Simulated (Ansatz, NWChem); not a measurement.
**Ligand exchange: H2O + SiH3(InH2) → SiH4 + InH2(OH)**

Species: H2O (water) `O`, singlet; SiH3(InH2), singlet; SiH4 (silane) `[SiH4]`, singlet; InH2(OH), singlet. The partners trade OH for SiH3: H–OH and In–SiH3 bonds give way to H–SiH3 and In–OH.

Shapes, held fixed at every level: PBE0-D4/def2-TZVP. Programs: Ansatz 0.2.0. Electronic energies: no zero-point or thermal term.

| level | kind | ΔE (kJ/mol) | less CCSD(T)/def2-TZVPP |
| --- | --- | --- | --- |
| HF/def2-TZVPP | Hartree–Fock | -18.5 | -4.8 |
| PBE0-D4/def2-TZVPP | global hybrid | +0.4 | +14.1 |
| r2SCAN0-D4/def2-TZVPP | global hybrid | -6.1 | +7.6 |
| MP2/def2-SVP | perturbation theory | -22.8 | -9.1 |
| CCSD(T)/def2-SVP | coupled cluster or CI | -16.2 | -2.5 |
| CCSD/def2-SVP | coupled cluster or CI | -14.6 | -0.9 |
| CCSD/def2-TZVPP | coupled cluster or CI | -12.2 | +1.5 |
| CCSD(T)/def2-TZVPP | coupled cluster or CI | -13.7 | 0.0 |

The highest level, CCSD(T)/def2-TZVPP, gives ΔE = -13.7 kJ/mol; the levels span -22.8 to +0.4. They disagree on the sign: 1 of 8 are positive. The column of differences is taken from that level and isn't an error. No measured value is set beside it here. For atoms past krypton def2 sets carry core potentials with scalar relativity. Outer-core shells of In are correlated in most correlated rows, in sets that cover them unevenly.

Hydrolysis of the In–Si bond comes out modestly exothermic with coupled cluster. The exchange gives up a strong O–H bond, but it also replaces a weak, nearly covalent In–Si bond with a strongly polar In–O bond and forms a robust Si–H bond. Donation from an oxygen lone pair into the formally empty In 5p orbital probably adds some stabilisation. These gains slightly outweigh the cost of breaking O–H, which leaves a small net energy release that is sensitive to how evenly a method treats four quite different bonds.

The coupled-cluster sign survives both the enlargement of the basis and the inclusion of triples, and the basis matters slightly more than the triples. PBE0-D4, at +0.4 kJ/mol, describes the exchange as essentially thermoneutral, so its positive sign is no real evidence for an endothermic reaction. MP2 is clearly more exothermic than CCSD(T) in the same basis, which points to its treatment of correlation rather than to basis size. The result applies to isolated monomers; association through hydroxide bridges, common for indium, could shift the balance further towards products.
